Dear colleague,

The side modes of your short Fabry–Perot lasers stop growing above threshold because each one is spontaneous emission amplified in a cavity whose gain is pinned by the main mode. Here is the argument in full, then its limits, then numbers for a 100 µm GaAs cavity.

1. Premises and conventions

p_m is the mean photon number in longitudinal mode m, with m = 0 the strongest mode and m rising with photon energy. All rates refer to photon number (power), not to field amplitude. v_g = c/n_g is the group velocity, L the cavity length, R the power reflectance of each facet, Γ the confinement factor, g the material gain, α_i the internal loss. The gain rate is G = Γ v_g g, the mirror loss is α_m = (1/L) ln(1/R), and the loss rate is γ = v_g(α_i + α_m). The round-trip phase 2βL (β the propagation constant) advances by 2π per mode and dβ/dν = 2π/v_g, so the spacing is δν = v_g/(2L), or δE = h δν.

I assume:
(a) one transverse mode and one polarisation, index guided;
(b) electrons and holes in Fermi distributions at temperature T with quasi-Fermi levels F_c, F_v and separation ΔF = F_c − F_v;
(c) gain that depends on the photons only through one carrier number N shared by all modes;
(d) steady state;
(e) modes that exchange no energy except through N.

2. Spontaneous emission into one mode

Take a conduction state of energy E₂ and a valence state E₁ with E₂ − E₁ = E, the photon energy, and electron occupations f_c and f_v. The squared matrix elements of the photon creation and annihilation operators are p + 1 and p, so with a common coupling B the pair emits at the rate B f_c(1 − f_v)(p + 1) and absorbs at B f_v(1 − f_c) p. For a Fermi function (1 − f)/f = exp[(energy − Fermi level)/kT]. Hence

f_v(1 − f_c) / [f_c(1 − f_v)] = exp[(E₂ − F_c)/kT] · exp[−(E₁ − F_v)/kT] = exp[(E − ΔF)/kT].

The ratio depends on E only, so it survives the sum over all pairs that couple to the mode. Call the summed downward coefficient r. The part proportional to p is the net gain, G = r{1 − exp[(E − ΔF)/kT]}, and the part independent of p is the spontaneous rate r. Therefore

r = n_sp G, n_sp = 1/{1 − exp[(E − ΔF)/kT]}. (1)

No separate spontaneous-emission coupling factor is needed: the rate into a mode is fixed by its gain and by ΔF.

3. The steady state of one mode

If the field were uniform along the cavity, premises (c) and (e) would give dp_m/dt = (G_m − γ_m)p_m + n_sp G_m, and (d) would give p_m = n_sp G_m/(γ_m − G_m). Cleaved facets lose most of the light at each bounce, so I check this with travelling waves.

Waves running one way along a length L have L/v_g modes per unit frequency, each fed at n_sp Γ g v_g. The source is thus s = n_sp Γ g photons per second, per unit frequency, per unit length, per direction. Let κ = Γg − α_i be the net power gain per length. One pass delivers at a facet

A = s ∫₀^L exp[κ(L − z)] dz = s [exp(κL) − 1]/κ.

Put ρ = R exp(κL). Right-going sources give A at the right facet; left-going sources give A at the left facet and ρA at the right one after reflection and one more pass. The field is multiplied by ρ exp(iφ) per round trip, so the spectral density just inside the right facet is A(1 + ρ)/|1 − ρ exp(iφ)|². Across one mode spacing φ runs through 2π, and the mean of 1/|1 − ρ exp(iφ)|² is the sum of ρ^(2n), namely 1/(1 − ρ²), because the cross terms average to zero. The flux of the mode at the facet is J = δν A/(1 − ρ), and the two facets together emit Φ = 2(1 − R)J.

Near threshold κ → α_m, so exp(κL) → 1/R, A → s(1 − R)/(R α_m), and 1 − ρ = 1 − exp[−(α_m − κ)L] ≈ (α_m − κ)L = (γ − G)L/v_g. With δν = v_g/(2L) and s v_g = n_sp G,

Φ = v_g n_sp G (1 − R)² / [R α_m L² (γ − G)].

In the same limit each travelling wave grows as exp(α_m z), and the stored number is p = 2J(1 − R)/(α_m v_g), so Φ = v_g α_m p. Dividing, and using α_m L = ln(1/R),

p_m = R_m/(γ_m − G_m), R_m = K n_sp G_m, K = (1 − R)²/[R ln²(1/R)]. (2)

The form of the uniform-field result survives, with the source raised by the longitudinal excess factor K, which tends to 1 as R → 1. Since p_m is positive and finite, G_m < γ_m for every mode, the lasing one included: no mode quite reaches its threshold.

4. Pinning, saturation and the suppression ratio

Apply (2) to the main mode: γ₀ − G₀ = R₀/p₀. The fractional shortfall of the gain is K n_sp G₀/(γ₀p₀) ≈ K n_sp/p₀. Once p₀ is in the hundreds or more, G₀, and by (c) the carrier number, ΔF and the whole gain spectrum, are fixed to that small fraction. Define the net gain-rate deficit of mode m,

Δ_m = (γ_m − G_m) − (γ₀ − G₀). (3)

It contains any difference in loss as well as in gain, and by pinning it does not depend on drive. Then γ_m − G_m = R₀/p₀ + Δ_m and

p_m = R_m/(R₀/p₀ + Δ_m). (4)

The suppression ratio follows without further approximation: p₀/p_m = (R₀/R_m)(1 + Δ_m p₀/R₀). For neighbouring modes R_m is nearly R₀; I write R_sp = K n_sp γ for the common value and size the difference in section 7. Then

p_m = p₀/(1 + Δ_m p₀/R_sp), (5)

MSR_m = p₀/p_m = 1 + Δ_m p₀/R_sp. (6)

As p₀ grows, p_m rises monotonically to

p_m,sat = R_sp/Δ_m, (7)

reaching half of it at p₀ = R_sp/Δ_m, where MSR = 2. So MSR = 1 + p₀/p_m,sat: well above that point suppression improves by 10 dB per decade of main-mode power, entirely because the main mode grows while the side mode stands still. Each photon yields the power hν v_g α_m/2 per facet. For plain facets this factor is the same for neighbouring modes, and (6) is also the ratio of output powers; with a wavelength-selective mirror it must be multiplied by the ratio of the output coupling rates.

5. Parabolic gain peak

Near its maximum the net gain rate G − γ is a smooth function of E, with no linear term. Any linear slope of the loss, of Γ or of v_g merely moves that maximum. Write the gain as G(E) = G_p[1 − (E − E_p)²/W²], where W is the distance at which the osculating parabola falls to zero, and take γ flat. Let the peak lie at the fractional mode position δ, with |δ| ≤ 1/2 since mode 0 is the closest. With G_p ≈ γ from pinning,

G_m = G_p − b(m − δ)², b = γ(δE/W)²,

Δ_m = b(m − δ)² − bδ² = b m(m − 2δ). (8)

Centred case, δ = 0. Here Δ_m = b m², and (5) becomes

p_m = p₀/[1 + (m/M)²], M = √[R_sp/(b p₀)]. (9)

The envelope is a Lorentzian of half width M mode spacings, and it narrows as 1/√p₀. The first side modes saturate at

p_sat = R_sp/b = K n_sp (W/δE)², (10)

in which γ has cancelled, and mode m saturates at p_sat/m². Note M² = p_sat/p₀. Once M < 1 the width is smaller than the spacing and is no longer seen as a width; what you see is the 1/m² ladder of the saturated wings.

Offset case. Insert (8) in (5) and complete the square:

p_m = p_sat/[(m − δ)² + M² − δ²]. (11)

This is a Lorentzian centred on the gain peak with half width √(M² − δ²), but only while M > |δ|. For p₀ > p_sat/δ² the quantity γ − G_p = b(M² − δ²) is negative: the peak gain exceeds the loss at an energy where no mode exists, and (11) has no Lorentzian reading, although it stays correct at every integer m. The stronger neighbour lies on the side of the peak, with deficit b(1 − 2|δ|); the weaker has b(1 + 2|δ|). At |δ| = 1/2 the deficit vanishes and two modes share the power. Temperature moves the gain peak relative to the mode comb, so δ sweeps through its range as you change the heat sink or the current.

6. Total photon number and the drive current

Every photon that is lost must be supplied by a carrier, so η_i I/q = R_other(N) + γ Σ p_m up to terms of order R_sp per mode, where η_i is the injection efficiency and R_other is all other recombination. Pinning makes R_other constant, equal to η_i I_th/q, and the total P = Σ p_m obeys

P = η_i (I − I_th)/(qγ). (12)

The current fixes P, not p₀, so we need the sum of (9). Expand cosh(Mx) in a Fourier series on −π ≤ x ≤ π. Two integrations by parts give the coefficient of exp(imx) as (−1)^m M sinh(πM)/[π(m² + M²)]. The periodic extension is continuous, so the series converges at x = π, where it reads cosh(πM) = (M/π) sinh(πM) Σ 1/(m² + M²). Since p_m = p₀M²/(m² + M²),

P = p₀ πM coth(πM), p₀/P = tanh(πM)/(πM). (13)

Together with M² = p_sat/p₀ this gives p₀ at any current. Two limits matter.

Many modes, M ≫ 1: coth → 1 and P = πM p₀ = π p_sat/M, so M = π p_sat/P. Against total power the envelope narrows as 1/P; the 1/√p₀ law refers to the central mode alone. On a plot against total output the slope in this regime is −1, not −1/2.

Few modes, M ≪ 1: x coth x = 1 + x²/3 − x⁴/45 + …, so

P = p₀ + (π²/3) p_sat − (π⁴/45) p_sat²/p₀ + … (14)

All side modes together hold at most (π²/3)p_sat = 3.29 p_sat, and every further carrier feeds the main mode. With an offset, pairing m and −m in Σ 1/[m(m − 2δ)] gives Σ 2/(m² − 4δ²) over m ≥ 1; at δ = 1/4 each term is 8/[(2m − 1)(2m + 1)], the series telescopes, and the ceiling is 4 p_sat.

A model for W and n_sp. To avoid choosing them independently, take a bulk gain of the form G ∝ √u (X − u), with u = E − E₀ measured from an effective band edge and X = ΔF − E₀. The root is the joint density of states of parabolic bands. The second factor is the inversion f_c − f_v drawn as a straight line through its zero at E = ΔF, which is a crude step when X is comparable with kT or larger, and band tails are ignored. Setting the derivative X/(2√u) − (3/2)√u to zero gives u_p = X/3. There the function is 2u_p^(3/2), its second derivative is −(3/2)u_p^(−1/2) and its third is +(3/2)u_p^(−3/2). Hence

W² = 2G_p/|G″| = (8/3)u_p² = 8X²/27, ΔF − E_p = 2X/3, (15)

and the cubic term multiplies the deficit at a distance w above the peak by 1 − G‴w/(3|G″|) = 1 − w/X.

7. Range of validity

Lower end. Pinning needs K n_sp/p₀ ≪ 1. Below threshold (2) still holds mode by mode while (α_m − κ)L ≪ 1, but b and R_sp vary with current.

Parabola and equal sources. From (1), d ln n_sp/dE = (n_sp − 1)/kT. The high-energy neighbour therefore has a source larger by the fraction (n_sp − 1)δE/kT and, in the model shape, a deficit smaller by δE/X; the low-energy neighbour has the opposite changes. The factor G_m in R_m falls only by b/γ. The parabola fails altogether near |m| ≈ W/δE, so the part of the sums (13) and (14) from beyond that order is not to be trusted.

Gain compression. Premise (c) is the weak one, because b/γ is small. Let the main mode, of photon density S = Γp₀/V in the active volume V, lower its own gain by the fraction εS and that of a neighbour by (1 + θ)εS. Pinning absorbs the common part and the deficit becomes Δ + θγεS. A spectral hole centred on the lasing line makes θ negative. A medium that follows the beat of the two modes makes it positive. For an instantaneous local response the gain term is proportional to |E|²E; its component at the side-mode frequency, linear in the weak field, is twice the product of main-mode intensity and weak field. With ideal standing waves u_m = √2 cos(β_m z), the self term is weighted by ⟨u₀⁴⟩ = 3/2 and the cross term by 2⟨u₀²u₁²⟩ = 2, so θ = 1/3. The same term couples modes +1 and −1 by four-wave mixing, which I leave out. The safe statement is that (6) needs |θ|εS ≪ b/γ.

Carrier pulsation. The beat at Ω = 2πδν also modulates N. Take fields varying as exp(−iωt), normalised so that |A|² is a photon number, and A = A₀ + A₁ exp(−iΩt), Ω > 0 for the high-energy neighbour. Extra carriers raise the gain and lower the index, so dA/dt contains (1/2)(1 − iα_H)δG A, with α_H the linewidth enhancement factor. At Ω far above the carrier relaxation rates, dδG/dt = −G_N γ δ|A|², G_N = dG/dN = Γ v_g a/V, a the differential gain. The part of δ|A|² varying as exp(−iΩt) is A₀*A₁, so δG = G_N γ A₀*A₁ exp(−iΩt)/(iΩ) plus its conjugate. Multiplying by A₀, dA₁/dt gains the term (1/2)(1 − iα_H)ω_R² A₁/(iΩ), where ω_R² = G_N γ p₀ = v_g a S γ is the squared relaxation frequency. Twice its real part is the change in gain rate, −α_H ω_R²/Ω. The short-wavelength neighbour is suppressed and the long-wavelength one enhanced. In a standing-wave cavity u₀u₁ is the sum of a long-period and a short-period cosine, each contributing 1/2 to the overlap, and diffusion weakens the second, so the shift lies between one half and the whole of α_H ω_R²/Ω. It grows as p₀ and must be small against b.

Stray reflections. If a power fraction f of the output returns into the mode, the facet amplitude becomes √R + (1 − R)√f exp(iψ), and R changes by the fraction 2(1 − R)√(f/R) cos ψ. As one of two facets it shifts the mirror loss by (1 − R)√(f/R) cos ψ/L. The phase ψ differs from mode to mode, so this rivals b/v_g when f ≈ (bL/v_g)² R/(1 − R)². Scattering defects inside the cavity act in the same way.

Time and resolution. By the rate equation a side mode relaxes at γ − G_m = Δ_m + R_sp/p₀, so (6) needs drive that is steady for several times 1/b. The p_m are time averages; a side mode is filtered noise and its instantaneous power fluctuates by about its mean. At fixed index its line has the full width (γ − G_m)/2π = MSR_m R_sp/(2πp₀). The index fluctuates as well. Treat spontaneous emission into a dominant main mode as R_sp kicks per second, each of unit size and random phase χ relative to A₀. A kick turns the phase by sin χ/√p₀ and changes p₀ by 2√p₀ cos χ. The carriers restore p₀ through ∫δG dt = −2 cos χ/√p₀, and the factor (1/2)(1 − iα_H) converts this into a further phase α_H cos χ/√p₀. The phase variance grows at the rate R_sp(1 + α_H²)/(2p₀), and a variance rate D gives a Lorentzian of full width D/2π, so the main line has the width R_sp(1 + α_H²)/(4πp₀), provided this lies well below ω_R/2π. The index part is shared by all modes and adds about α_H²R_sp/(4πp₀) to the side line. The side line is therefore wider than the main line by the factor (2 MSR_m + α_H²)/(1 + α_H²), which is large only when MSR_m ≫ (1 + α_H²)/2. Peak heights give (6) only if the resolution is coarser than the side-mode width and finer than δν.

8. Illustration: a 100 µm GaAs double-heterostructure laser at 300 K

I set hν = 1.42 eV, the compiled 300 K gap of GaAs (Wing 2021), which is λ = 873 nm. Band filling raises the gain peak and gap shrinkage lowers it; hν enters only the conversions to power and wavelength. Assumed inputs, all typical or illustrative and none measured on a device: n_g = 4.5, R = 0.32 (cleaved), α_i = 10 cm⁻¹, active layer 0.2 µm by 3 µm in section with Γ = 0.6, X = 50 meV, ε = 1×10⁻¹⁷ cm³, a = 3×10⁻¹⁶ cm², α_H = 4. Intermediate values are carried unrounded.

Cavity: v_g = 6.66×10⁹ cm/s, δν = 333 GHz, δE = 1.378 meV, δλ = λ²/(2n_g L) = 0.847 nm. α_m = 113.9 cm⁻¹, total loss 123.9 cm⁻¹, threshold material gain 207 cm⁻¹, γ = 8.26×10¹¹ s⁻¹, photon lifetime 1.21 ps.

Gain peak: W = 27.2 meV, W/δE = 19.8, b/γ = 2.56×10⁻³, b = 2.12×10⁹ s⁻¹, or b/v_g = 0.318 cm⁻¹. The whole mode selection rests on a third of a reciprocal centimetre.

Source: kT = 25.85 meV, ΔF − E_p = 33.3 meV, n_sp = 1.38, K = 1.113, R_sp = 1.27×10¹² s⁻¹.

Saturation: p_sat = 600 photons. One photon gives 86.4 nW per facet, so each first side mode saturates at 52 µW per facet and all side modes together at 0.17 mW.

For δ = 0, with powers per facet:

main mode (mW) | M | side mode (µW) | MSR | MSR (dB) | p₀/P | total (mW)
0.05 | 1.02 | 25 | 1.97 | 2.9 | 0.31 | 0.16
0.5 | 0.32 | 47 | 10.7 | 10.3 | 0.76 | 0.66
1 | 0.23 | 49 | 20.3 | 13.1 | 0.86 | 1.16
5 | 0.10 | 51 | 97.6 | 19.9 | 0.97 | 5.17

From 0.5 to 5 mW the side mode moves from 47 to 51 µW while the main mode grows tenfold. At 1 mW p₀ = 1.16×10⁴ and the gain falls short of the loss by the fraction 1.3×10⁻⁴. With δ = 1/4 the two neighbours at 5 mW lie 16.9 and 21.6 dB down, and the Lorentzian reading of (11) ends at 0.83 mW.

Length enters simply. At fixed R, X and n_g, p_sat scales as L² and the power per photon as 1/L, so the saturated side-mode power scales as L. A 300 µm cavity gives 155 µW and 15.2 dB at 5 mW. This overstates the advantage of the short device, because the longer one lases at lower gain and smaller X, and X² n_sp falls with X.

The table gives the arithmetic of the model; the following sizes say how much of it to believe.
- Input X: 40 meV lowers p_sat by 1.4 dB and 60 meV raises it by 1.2 dB.
- Cubic term 2.8 per cent and source slope 2.0 per cent, together about 0.2 dB of asymmetry each way; modes with |m| ≥ 20 carry 3 per cent of the saturated sum; bL/v_g = 0.0032 justifies the expansion of 1 − ρ for the near modes.
- Compression: V/Γ = 100 µm³, so at 5 mW S = 5.8×10¹⁴ cm⁻³ and εS = 5.8×10⁻³, larger than b/γ; the two are equal at 2.2 mW. With θ = 1/3 the deficit rises by 15 per cent at 1 mW and by 75 per cent, or 2.4 dB in MSR, at 5 mW.
- Pulsation: at 5 mW ω_R/2π = 4.9 GHz and α_H ω_R²/Ω = 1.8×10⁹ s⁻¹, so the shift is 0.9 to 1.8×10⁹ s⁻¹, comparable with b itself. At 1 mW the upper figure is 17 per cent of b.
- Feedback of f = 7×10⁻⁶ rivals b. The settling time 1/b is 0.47 ns and the side-mode linewidth tends to b/2π = 0.34 GHz in full saturation. At 0.5, 1 and 5 mW the side line is about 0.65, 0.49 and 0.37 GHz wide and the main line 0.30, 0.15 and 0.030 GHz, ratios of 2.2, 3.3 and 12.

So the model's result is a side-mode ceiling near 50 µW per facet, with 13 dB suppression at 1 mW, where each nonlinear correction stays below a decibel, and about 20 dB at 5 mW, where they amount to several decibels and split the two neighbours. These numbers belong to the model and its assumed inputs, not to GaAs lasers as such. As typical knowledge and not as a measurement, index-guided GaAs/AlGaAs lasers run continuously at several milliwatts often show roughly 20 to 30 dB between mode hops, so the linear model tends to fall short there, by up to about a factor of ten, and it overstates suppression near a hop if δ = 0 is assumed. The cleanest test on your devices is absolute side-mode power against main-mode power, well isolated and with δ held fixed by temperature. A plateau gives R_sp/Δ directly, and the power at which a side mode leaves the plateau, downward or upward, shows where premise (c) fails and with which sign.